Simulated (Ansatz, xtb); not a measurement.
**Two isomers of C3H6N2OSi**

Structure X is `Oc1cn[nH]c1[SiH3]`, a singlet and structure Y is `Oc1c[nH]nc1[SiH3]`, a singlet. Both are isolated molecules in the gas phase, relaxed with PBE-D3(BJ)/def2-SVP; the shapes shown needn't be the lowest conformers.

X (Å):

| atom | x (Å) | y (Å) | z (Å) |
| --- | --- | --- | --- |
| C | -0.4802 | -0.1686 | 1.3790 |
| C | 0.2734 | -1.1995 | 0.7573 |
| C | -1.6504 | -0.0296 | 0.6118 |
| N | -0.3705 | -1.6784 | -0.3232 |
| N | -1.4988 | -0.9728 | -0.3855 |
| O | -0.2087 | 0.5786 | 2.4810 |
| Si | -3.1065 | 1.1192 | 0.8140 |
| H | 0.6532 | 0.3013 | 2.8390 |
| H | 1.2494 | -1.6107 | 1.0473 |
| H | -2.1622 | -1.1618 | -1.1380 |
| H | -3.8080 | 0.9015 | 2.1256 |
| H | -4.0649 | 0.8183 | -0.3095 |
| H | -2.6919 | 2.5617 | 0.7289 |

Y (Å):

```xyz
13

C    -0.5244    0.3099    0.9549
C     0.3096   -0.4965    0.1782
C    -1.8450   -0.2067    0.7722
N    -0.5303   -1.4156   -0.4034
N    -1.8141   -1.2677   -0.0687
O    -0.2408    1.3768    1.7469
Si   -3.4448    0.4123    1.5305
H     0.7167    1.5502    1.7213
H     1.3904   -0.4892    0.0004
H    -0.2639   -2.1672   -1.0402
H    -3.3806    0.3654    3.0341
H    -4.5723   -0.4566    1.0534
H    -3.7127    1.8396    1.1326
```

Quicker runs give these differences E(Y) − E(X): GFN2-xTB +11.3 kJ/mol; HF/STO-3G +5.6 kJ/mol (at GFN2-xTB geometries); r2SCAN-D4/def2-SVP +11.2 kJ/mol (at GFN2-xTB geometries).

Q: Estimate E(Y) − E(X) at the level CCSD(T)/def2-SVP + ΔMP2/def2-TZVPP.

A: Calculated at CCSD(T)/def2-SVP + ΔMP2/def2-TZVPP: E(Y) − E(X) = +9.7 kJ/mol, so structure X lies lower.

The same difference at several levels:

```csv
level,geometry,E(Y) − E(X) (kJ/mol),departure from the last row (kJ/mol),"job, with rough time for the two"
GFN2-xTB,GFN2-xTB,+11.3,+1.6,"optimisation, 0.53 s"
HF/STO-3G,GFN2-xTB,+5.6,−4.0,"single point, 2.6 s"
r2SCAN-D4/def2-SVP,GFN2-xTB,+11.2,+1.5,"single point, 13 s"
PBE-D3(BJ)/def2-SVP,PBE-D3(BJ)/def2-SVP,+11.1,+1.5,"optimisation, 70 s"
HF/def2-SVP,PBE-D3(BJ)/def2-SVP,+8.3,−1.4,part of the CCSD(T) run
MP2/def2-SVP,PBE-D3(BJ)/def2-SVP,+10.7,+1.1,part of the CCSD(T) run
CCSD(T)/def2-SVP,PBE-D3(BJ)/def2-SVP,+9.5,−0.2,single point
CCSD(T)/def2-SVP + ΔMP2/def2-TZVPP,PBE-D3(BJ)/def2-SVP,+9.7,,"single point, 3.9 min"
```

As drawn, both hold the same kinds of bond in the same numbers.

The levels shown agree on the order. The largest departure from CCSD(T)/def2-SVP + ΔMP2/def2-TZVPP is that of HF/STO-3G, 4.0 kJ/mol. The last row adds to CCSD(T) the change of the MP2 difference between the two basis sets, here +0.2 kJ/mol.

With thermal terms from frequencies at re-optimised GFN2-xTB minima (ideal gas, soft modes damped towards free rotors, one conformer each, 298.15 K, 1 atm): the zero-point term adds −1.2 kJ/mol; ΔH is +8.6 and ΔG +8.5 kJ/mol.

The correlated steps freeze 11 core orbitals. Run with Ansatz 0.2.0, xtb 6.7.1; the last row on 2 threads of AMD EPYC (Zen 3) on a shared host.

X and Y are annular tautomers of the same 4-hydroxypyrazole, differing in whether the N–H sits next to the silyl-bearing carbon (X) or on the far nitrogen (Y). The preference for X is modest but already present at Hartree–Fock level, +8.3 kJ/mol in the larger of the two basis sets used there, so it doesn't rest mainly on correlation. MP2 overshoots the small correlation contribution, and CCSD(T) takes back about half of it.

The likely cause is the electropositive silicon. As a σ-donor, the silyl group is better placed beside the electron-poor N–H than beside the pyridine-type nitrogen, whose in-plane lone pair gains little from further electron density. Hydrogen bonding doesn't explain the order, since the hydroxyl hydrogen points towards the ring C–H in both structures. Thermal terms trim the gap without closing it, so X should dominate a gas-phase equilibrium between these two forms. In solution, hydrogen bonding to the N–H and the bare nitrogen could shift that balance.
